Excitations of diamond-structure germanium from the Bethe–Salpeter equation with resonant–antiresonant coupling, computed with Yambo 5.3.0 on Quantum ESPRESSO PBE states, without spin–orbit coupling or quasiparticle correction. The calculation uses SG15 PBE 1.2 pseudopotentials, a 6×6×6 k mesh, bands 13–17 (two valence, three conduction) and Fermi–Dirac smearing of 0.05 eV.

| row | exciton energies (eV) | exciton strengths (relative to the strongest) |
| --- | --- | --- |
| 1 | 0.049 | 1.000 |
| 2 | 0.049 | 0.654 |
| 3 | 1.471 | 0.025 |
| 4 | 1.471 | 0.007 |
| 5 | 1.471 | 0.035 |
| 6 | 1.485 | 0.000 |
| 7 | 1.486 | 0.000 |
| 8 | 1.486 | 0.000 |
| 9 | 1.496 | 0.000 |
| 10 | 1.496 | 0.000 |
| 11 | 1.496 | 0.000 |
| 12 | 1.497 | 0.000 |
| 13 | 1.497 | 0.000 |
| 14 | 1.497 | 0.000 |
| 15 | 1.497 | 0.000 |
| 16 | 1.497 | 0.000 |
| 17 | 1.500 | 0.000 |
| 18 | 1.500 | 0.000 |
| 19 | 1.566 | 0.003 |
| 20 | 1.566 | 0.014 |
| 21 | 1.566 | 0.014 |
| 22 | 1.568 | 0.000 |
| 23 | 1.568 | 0.000 |
| 24 | 1.568 | 0.000 |
| 25 | 1.573 | 0.000 |
| 26 | 1.573 | 0.000 |
| 27 | 1.593 | 0.000 |
| 28 | 1.593 | 0.000 |
| 29 | 1.593 | 0.000 |
| 30 | 1.593 | 0.000 |
| 31 | 1.593 | 0.000 |
| 32 | 1.593 | 0.000 |
| 33 | 1.593 | 0.000 |
| 34 | 1.593 | 0.000 |
| 35 | 1.611 | 0.000 |
| 36 | 1.611 | 0.000 |
| 37 | 1.611 | 0.000 |
| 38 | 1.611 | 0.000 |
| 39 | 1.611 | 0.000 |
| 40 | 1.612 | 0.000 |

The table lists electronic excitations of germanium, each with its energy and with its strength in absorbing light, measured against the strongest one. They come from the Bethe–Salpeter equation, which lets the excited electron and the hole it leaves behind attract each other. The list is far from even. Two levels lie at 0.049 eV and carry almost all the strength in the list; then nothing follows up to 1.471 eV. From there the levels arrive in groups of 16, 8, 8 and 6, the last one cut off by the end of the list, and only rows 3–5 and 19–21 have any visible strength.

Such a pattern would be strange for a real germanium crystal, whose absorption above the direct gap is a continuous function of energy. It becomes simple once the calculation is seen as a count of transitions on a finite mesh.

**Groups are counts of equivalent points**

Light lifts an electron from a filled to an empty band without changing its wave vector. On a mesh, only a finite number of wave vectors is available, so only a finite number of such vertical transitions exists. The symmetry of the cubic crystal makes many mesh points equivalent, and equivalent points have the same transition energies. The size of a group is therefore the number of equivalent points, times the number of filled bands, times the number of empty bands that take part.

Consider the line from the zone centre Γ to the point L on the zone boundary. A mesh point inside this line is one of eight equivalent points, two on each of the four body diagonals of the cube, in opposite directions. Without spin–orbit coupling, the two highest valence bands of germanium coincide along this line, and one conduction band lies lowest. That gives $8 \times 2 \times 1 = 16$ transitions, the size of the group in rows 3–18. The point L itself has only four equivalents and so yields 8.

The match in size doesn't by itself identify the points, but symmetry makes a finer prediction. The 16 transitions must combine into four triplets and two doublets, and the energies of rows 3–18 can be sorted in just this way. The small splittings serve only for this sorting, because their values would change with a finer mesh and larger cutoffs.

**Why most levels are dark**

An excitation is a pattern of amplitudes spread over the equivalent points. Light has a wavelength far longer than the unit cell, so it drives all points together and excites only patterns whose dipoles add up. There are three such patterns in the group of 16, one for each direction of the electric field. The other 13 have dipoles that cancel. This is why rows 3–5 are bright and rows 6–18 show zero strength.

The three bright strengths differ although the levels share one energy. Any mixture of equal-energy states is as good as any other, so the division among them is arbitrary and only their sum, 0.067, has a meaning.

The bright triplet also lies at the lower edge of its group. The likely reason is the attraction between electron and hole, which passes the excitation from one mesh point to the next and lowers the energy most when neighbouring amplitudes are in step. Those are also the patterns whose dipoles add.

**The false giant at the bottom**

Rows 1 and 2 break the rule of three. A cubic crystal responds equally along its three axes, so its lowest strong excitation should be a triplet, yet here it is a pair. The cause is very probably the choice of bands. At Γ, three valence bands meet at the top, but the calculation admits only the upper two valence bands, which leaves two transitions to the lowest conduction band. The pair is the remainder of a triplet that has been cut.

Its energy is false as well. The PBE functional all but closes the direct gap of germanium, which is clearly open in the real crystal. No correction of the band energies was applied before the electron–hole attraction was added. The value 0.049 eV is thus the energy of a transition across a collapsed gap, and it must not be read as the binding energy of an exciton.

The collapsed gap also explains the enormous strength. Between two band states, the dipole equals the momentum matrix element divided by the transition energy, apart from constants. Strength is the square of the dipole, and $N$ equivalent points acting in step contribute $N$ times as much as one. With similar momentum matrix elements, the summed strength $S$ of a group at energy $E$ follows

$$S \propto \frac{N}{E^2}.$$

Γ is a single point, and the group in rows 3–18 has eight. The estimate for their ratio is

$$\frac{S_{3\text{–}18}}{S_{1\text{–}2}} \approx 8\left(\frac{0.049}{1.471}\right)^2 \approx 0.009.$$

The table gives $0.067/1.654 \approx 0.04$. The estimate, which has no adjustable constant, is too low by a factor of between four and five, but it has the right message: a 900-fold advantage from the small energy overwhelms an eightfold disadvantage in the number of points.

Several sources of the failure are plausible, and none has been tested. The momentum matrix elements, taken as similar, may differ between Γ and the other points. The dipole contains the gap between the bare bands, while the table lists the energy after electron and hole have attracted each other. At 1.5 eV the difference hardly matters. At Γ, a bare separation of 0.1 eV in place of 0.05 eV would already weaken the pair fourfold, but the run reports only a metal with zero gap, so this separation isn't known. The smearing of the occupations, 0.05 eV, is as large as the energy of the pair. Bands at Γ are then partly filled, which also weakens the transition. Finally, the member cut from the triplet took an unknown share of the strength with it.

The wide empty range above the pair has an equally plain origin. The conduction band of germanium rises steeply away from Γ, and the next mesh point is already far up the slope. A finer mesh would place points in between and fill the range with levels. The empty 1.42 eV is thus a distance between samples and has no counterpart in the crystal.

**The upper groups are harder to assign**

Rows 19–26 look like the point L. There are eight levels, they sort into two triplets and a doublet, and one triplet is bright. The strength seems to agree too: four points instead of eight, at slightly higher energy, should give 0.44 times the strength of the group below, and the table gives 0.46.

The difficulty comes with the 14 dark levels above. If they were 14 of the 16 levels of another set of eight points inside the line, at least one should belong to a bright triplet. The end of the list may hide the rest of that triplet, and a single member can be dark by chance, so this isn't excluded, but it would be a coincidence. A way out is that L and its neighbours on the mesh have similar energies and share their excitations. Together they supply $8 + 16 = 24$ transitions, which can arrange themselves in three groups of eight. In the lowest, L and the points on either side of it act in step; in the middle one, the two sides oppose each other and L stands still; in the highest, L works against both sides.

This picture explains why the middle group is dark and the highest nearly so. For three points in a row with equal dipoles, and with the level energies taken from the table, the highest group would keep about 8% of the strength of the bright triplet. That is a summed strength of only 0.002, close to what three printed digits can show.

But the same picture lets twelve points feed the bright triplet, which should then be about 1.2 times as strong as the one in rows 3–5. It is less than half as strong. L alone accounts for the strength but needs a bright triplet hidden at the end of the list; the shared excitation accounts for the dark rows but predicts too much strength. Some of that excess may have gone to rows 3–5, because the estimate leaves out any sharing with the group below. The good agreement of 0.44 with 0.46 is therefore no identification, and the assignment of rows 19–40 stays open.

**What carries over**

Silicon makes a useful comparison. There PBE leaves a wide direct gap at Γ, so a similar calculation would still produce groups set by the number of equivalent points, but no giant line close to zero energy. The grouping belongs to the mesh; the giant belongs to the closed gap.

For practical use, the order of repair follows from the causes. The gap must be opened first, and already in the starting bands, for instance with a hybrid functional. A later shift of the band energies alone would move the pair upwards, but in the usual scheme the dipoles are still computed with the PBE gap and would keep their false size. The screening of the electron–hole attraction has to be recomputed from the corrected bands, because here it too starts from a false metal. All three valence bands must then be admitted, and the mesh refined until the groups merge into a smooth spectrum. Until then, the absorption maximum that this calculation places near 0.15 eV is only the broadened image of the false pair. The spectrum also lacks the free-carrier (Drude) term that a metal would have.
